# Gap and polarisability of aligned p-bonded chains: A7 antimony

## Statement

On a simple cubic net with three p electrons per atom, each p orbital forms a half-filled $pp\sigma$ chain along its own axis. Let the hoppings alternate as $t_1>t_2>0$ on bonds of projected length $a-w$ and $a+w$ (period $2a$), with site energies $\pm D$. Put $T=t_1+t_2$ and $\delta=t_1-t_2$. The gap is direct, at $k=\pi/2a$:

$$E_g=2\sqrt{D^2+\delta^2}.$$

For $E_g\ll T$ the static polarisability per length (dipole per length over field, both spins) is

$$\alpha_0=\frac{4e^2\hbar v}{3\pi E_g^2},\qquad \hbar v=Ta .$$

For $D=0$ the exact result is $\alpha=G\alpha_0$ with

$$G=(2-m)\mathsf E-\tfrac12(1-m)\mathsf K-3\beta\,\mathsf E+\tfrac32\beta^2\mathsf K,\qquad m=1-\frac{\delta^2}{T^2},\quad \beta=\frac{w\delta}{aT},$$

where $\mathsf K(m)$ and $\mathsf E(m)$ are complete elliptic integrals of parameter $m$. With three chain families and area $A$ per chain, the orientation-averaged susceptibility is $\chi=\varepsilon-1=\alpha/\varepsilon_0A$. The electrons are independent, local fields are omitted, and the position operator is diagonal in the site orbitals. Hoppings follow Harrison's approximate scaling $V_{\sigma}=2.22\,\hbar^2/m_ed^2$, $V_\pi=-\eta V_\sigma$, $\eta=0.63/2.22=0.284$. Antimony ($D=0$), itself a phase-change material in thin films, then has $E_g\approx1.0$ eV and $\chi\approx82$ in this model, against a hand estimate of 115.

## Estimate by hand

A7 antimony has three short bonds of about 2.9 Å and, nearly opposite them, three long ones of about 3.4 Å. With $\hbar^2/m_e=7.62$ eV Å$^2$ the scaling gives $V_\sigma\approx17$ eV Å$^2/d^2$, so $t_1\approx2.0$ eV, $t_2\approx1.5$ eV and $E_g\approx1.0$ eV. Further $\hbar v\approx3.5\times3=10.5$ eV Å, taken as 10; $A\approx3.1^2=9.6$ Å$^2$, taken as 10; $e^2/\varepsilon_0=181$ eV Å, taken as 180.

The distortion mixes states whose undistorted energy $\hbar v|q|$, with $q$ counted from the zone edge, is below $E_g/2$. This window of width $E_g/\hbar v$ holds $E_g/\pi\hbar v$ electrons per length with spin. Their transition dipole is a velocity over a frequency, $x\approx\hbar v/E_g\approx10$ Å, about three bonds. A two-level system has polarisability $2e^2x^2/E_g$, so

$$\alpha_{\rm est}=\frac{E_g}{\pi\hbar v}\cdot\frac{2e^2}{E_g}\Big(\frac{\hbar v}{E_g}\Big)^2=\frac{2e^2\hbar v}{\pi E_g^2},\qquad \chi_{\rm est}=\frac2\pi\,\frac{180\times10}{1\times10}=115 .$$

## Careful calculation

**Bands.** In Bloch sums built on the true atomic positions,

$$H(k)=\begin{pmatrix}D&h\\h^*&-D\end{pmatrix},\qquad h=t_1e^{ik(a-w)}+t_2e^{-ik(a+w)}=e^{-ikw}\,(T\cos ka+i\delta\sin ka).$$

The energies are $\pm E$ with $E^2=D^2+T^2\cos^2ka+\delta^2\sin^2ka$. Since $T>\delta$, $E$ is least at $ka=\pi/2$, which gives $E_g$.

**Response.** Write $H=E\,\hat{\mathbf n}\cdot\boldsymbol\sigma$. The interband dipole has $|x_{cv}|=|\langle c|\partial_kH|v\rangle|/2E=|\partial_k\hat{\mathbf n}|/2$. Second-order perturbation theory gives

$$\alpha=2\int\frac{dk}{2\pi}\,\frac{2e^2|x_{cv}|^2}{2E}=\frac{e^2}{4\pi}\int_0^{\pi/a}dk\,\frac{|\partial_k\hat{\mathbf n}|^2}{E}.$$

**Small gap.** With $k=\pi/2a+q$ and to leading order in $E_g/T$, the vector $E\hat{\mathbf n}$ has one component $-\hbar vq$ and two constant ones of joint length $M=E_g/2$. Then $|\partial_k\hat{\mathbf n}|=\hbar vM/E^2$, so $|x_{cv}|=\hbar v/E_g$ at the edge. With $u=\hbar vq/M$,

$$\alpha_0=\frac{e^2\hbar v}{4\pi M^2}\int_{-\infty}^{\infty}\frac{du}{(1+u^2)^{5/2}}=\frac{e^2\hbar v}{4\pi M^2}\cdot\frac43=\frac{4e^2\hbar v}{3\pi E_g^2}.$$

**Exact chain, $D=0$.** Now $\hat{\mathbf n}$ turns in a plane with the phase of $h$, so $|\partial_k\hat{\mathbf n}|=|aT\delta/E^2-w|$ and $E^2=T^2s$, $s=1-m\sin^2\kappa$, $\kappa=ka$. Over $0\le\kappa\le\pi/2$ the integrals of $s^{-1/2}$, $s^{-3/2}$ and $s^{-5/2}$ are $\mathsf K$, $\mathsf E/(1-m)$ and $[2(2-m)\mathsf E-(1-m)\mathsf K]/3(1-m)^2$. Expanding the square, doubling for the full range and dividing by $\alpha_0=e^2aT/3\pi\delta^2$ yields $G$. For small gap the first two terms are $1+\tfrac34\delta^2/T^2$. For $t_2=0$, $G=\tfrac{3\pi}4(1-w/a)^2$ and $2a\alpha=e^2(a-w)^2/2t_1$, the polarisability of an isolated two-electron bond.

**Geometry.** Typical inputs are the hexagonal constants $a_h=4.31$ Å, $c_h=11.27$ Å and the short bond $d_1=2.91$ Å; digits are carried unrounded. Along a chain both bonds advance $r=a_h/\sqrt3=2.488$ Å in the basal plane and rise by $z_1=\sqrt{d_1^2-r^2}=1.509$ Å and $z_2=c_h/3-z_1=2.248$ Å, so $d_2=3.353$ Å. The bonds lie $31.23^\circ$ and $42.09^\circ$ above the plane, a kink of $10.9^\circ$. An orthogonal p triad symmetric about the trigonal axis lies at $35.26^\circ$, so the bonds are tilted from the orbital by $\theta_1=4.04^\circ$ and $\theta_2=6.83^\circ$. The period is $2a=\sqrt{4r^2+c_h^2/9}=6.235$ Å, and projecting the bonds on it gives $w=0.223$ Å. The two-atom cell has $\Omega=a_h^2c_h/2\sqrt3=60.43$ Å$^3$. It contains one period of each of the three families, and each gives a third of its response to the orientation average, so $A=\Omega/2a=9.69$ Å$^2$. The 0.3 Å sideways offset of the zigzag is negligible beside the edge dipole.

**Hoppings.** For parallel orbitals $t=V_\sigma\cos^2\theta+V_\pi\sin^2\theta=V_\sigma[1-(1+\eta)\sin^2\theta]$. From $V_\sigma=1.998$ and $1.504$ eV follow $t_1=1.985$ eV and $t_2=1.477$ eV, hence $E_g=1.016$ eV, $\hbar v=10.79$ eV Å, edge dipole 10.6 Å and $\delta/T=0.1467$. The elliptic terms are $1.0169-0.0324+0.0005$, so $G=0.985$. Then $\alpha_0/\varepsilon_0=803$ Å$^2$, $\alpha/\varepsilon_0=791$ Å$^2$ and

$$\chi=791/9.69\approx82 .$$

The extra figures serve only the comparison below.

## Why the two differ

The ratio of careful to estimated $\chi$ is 0.712, the product of these factors.

| Source | Factor |
|---|---|
| weight $(1+u^2)^{-5/2}$ in place of a flat window | 0.667 |
| $\hbar v$, 10.79 for 10 | 1.079 |
| $E_g^{-2}$, 1.016 for 1 | 0.969 |
| $A^{-1}$, 9.69 for 10 | 1.032 |
| $e^2/\varepsilon_0$ unrounded | 1.005 |
| lattice factor $G$ | 0.985 |

The first row carries nearly all of it. The estimate gives every state with $|u|<1$ the edge dipole and the edge gap, a total weight of 2. In fact the squared dipole falls as $(1+u^2)^{-2}$ and the inverse transition energy as $(1+u^2)^{-1/2}$, so the weight at $|u|=1$ is only 0.177. The window contributes 1.179 and the omitted tails return 0.155, together $4/3$. The estimate has the right scaling because $E_g/\hbar v$ is the only wave-number scale near the edge; only the pure number is open, and it is overrated by $3/2$.

The four rounding rows combine to 1.085 and partly undo this. That the gap row is so near unity is luck, since $\delta$ is a small difference and enters squared. The lattice factor is near unity because its corrections are of order $(\delta/T)^2$ and $3\beta$: curvature of the band away from the edge adds 1.7 per cent, while the stronger bond being the shorter one removes 3.2 per cent.

## Alternation and loss of alignment

At leading order $\alpha\propto T/\delta^2$ for $D=0$, so whatever weakens the long bond is amplified. The small A7 tilts lower $t_2$ by 1.8 per cent and $t_1$ by 0.6 per cent, yet reduce $T/\delta^2$ by 7 per cent. A long-bond tilt of $30^\circ$ at fixed $t_1$ and $d_2$ gives $t_2=1.02$ eV and $E_g=1.93$ eV, and divides $T/\delta^2$ by 4.1. At $\tan^2\theta=1/\eta$, $\theta=62^\circ$, $t_2$ vanishes. Isolated short bonds at the same density give $\chi=e^2d_1^2/2V_\sigma(d_1)\varepsilon_0\Omega=6.3$, lower by a factor of 13. This is the model's account of the optical contrast between crystal and glass: the three short bonds survive amorphisation, while the aligned long bonds that let the dipole extend over several atoms are lost. A finite $D$, as in tellurides, sets a floor $2D$ under the gap and so reduces the attainable contrast.

## Limits

Neglected terms rival those kept. First, each orbital also hops by $pp\pi$ to four side neighbours. On the cubic net with displacement along [111],

$$h=T[\cos k_xa-\eta(\cos k_ya+\cos k_za)]+i\delta[\sin k_xa-\eta(\sin k_ya+\sin k_za)].$$

On the surface ${\rm Re}\,h=0$ the local gap $2|{\rm Im}\,h|$ then runs from $(1-2\eta)E_g=0.44$ eV to $(1+2\eta)E_g=1.59$ eV. Integrating across that surface as before, the trace of the response is proportional to the average over $k_y,k_z$ of $|\nabla{\rm Re}\,h|^2/[|\partial_{k_x}{\rm Re}\,h|\,({\rm Im}\,h)^2]$. Expanding in $\eta$ multiplies $\chi$ by $1+\tfrac92\eta^2=1.36$ at second order, and all higher terms are positive. This is as large as the gap between the hand estimate and the chain result. Second, a tilted bond couples the orbital to the transverse p orbital by $(1+\eta)V_\sigma\sin\theta\cos\theta$, 0.18 and 0.23 eV on the two bonds, not small against $\delta=0.51$ eV, so the tilt figures show a trend only. Third, second-neighbour hopping, s–p mixing and spin–orbit coupling break the symmetry between the two bands. Crystalline antimony is typically described as a semimetal with a band overlap of roughly 0.2 eV, so the model's 1 eV overstates the fundamental gap by more than its whole size. It stands for a mean direct gap near the former Fermi surface, and $\chi\approx82$ is the chain model's interband susceptibility, without the free-carrier term.